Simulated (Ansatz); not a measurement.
**Moving the functional in WIr4**

The cell as given:

```cif
data_structure
_symmetry_space_group_name_H-M 'R-3m:H'
_symmetry_Int_Tables_number 166
_cell_length_a 2.7557
_cell_length_b 2.7557
_cell_length_c 33.9317
_cell_angle_alpha 90.000
_cell_angle_beta 90.000
_cell_angle_gamma 120.000
_cell_volume 223.15
loop_
_atom_site_label
_atom_site_type_symbol
_atom_site_symmetry_multiplicity
_atom_site_Wyckoff_symbol
_atom_site_fract_x
_atom_site_fract_y
_atom_site_fract_z
_atom_site_occupancy
Ir1 Ir 6 c 0.33333 0.66667 0.06633 1
Ir2 Ir 6 c 0.66667 0.33333 0.13414 1
W1 W 3 a 0.00000 0.00000 0.00000 1
```

The cell comes from a database or a generator and needn't be the stable form of this composition.

Kept alike: task relaxation of cell and atoms; k mesh 11 × 11 × 11; occupations fermi-dirac, width 0.05 eV; no spin polarisation. Program: Ansatz, Ansatz PAW. Cutoffs run from 420 to 500 eV. The mesh is that of the run's cell of 5 atoms. No spin-orbit coupling.

| run | volume (Å³/atom) |
| --- | --- |
| A | 14.814 |
| B | 14.524 |
| C | 14.358 |
| D | 14.133 |

The relaxations keep at least the cell's symmetry (R-3m). For a metal such a mesh leaves the last digits unconverged. Relaxations stop with a little pressure left, so the last digits of a volume or edge aren't settled. Ansatz's relaxations hold a Pulay term in the stress (up to 0.1 GPa here). All rows use potentials made for PBE.

Problem. The runs differ in the functional (and the cutoff that goes with it) alone: LDA; PBE; PBEsol; r2SCAN. Which run is which?

Solution. Run A is PBE; run B is r2SCAN; run C is PBEsol; run D is LDA. The volume runs from 14.133 (LDA) to 14.814 Å³/atom (PBE). From PBE: LDA -0.681; PBEsol -0.456; r2SCAN -0.290.

The volumes follow the usual order for a dense transition metal: LDA gives the smallest cell at 14.133 Å³/atom, PBE the largest at 14.814, with PBEsol and r2SCAN between them. LDA overbinds. Gradient-corrected exchange favours the more inhomogeneous density of a stretched lattice, largely through the region where the outer core and valence shells overlap, and so pushes the atoms apart. PBEsol has a weaker gradient enhancement in exchange than PBE, which keeps it nearer to LDA. r2SCAN also uses the kinetic-energy density to tell metallic overlap from other bonding, and here it lands between PBEsol and PBE. The strong, partly filled 5d bands of W and Ir make the lattice stiff, which probably keeps the spread this modest.

The two ends of the assignment rest on firm general behaviour, whereas the order of PBEsol and r2SCAN is less universal and varies more from metal to metal. Without a measured volume for this ordered phase, the sequence doesn't show which functional is the most accurate for it.
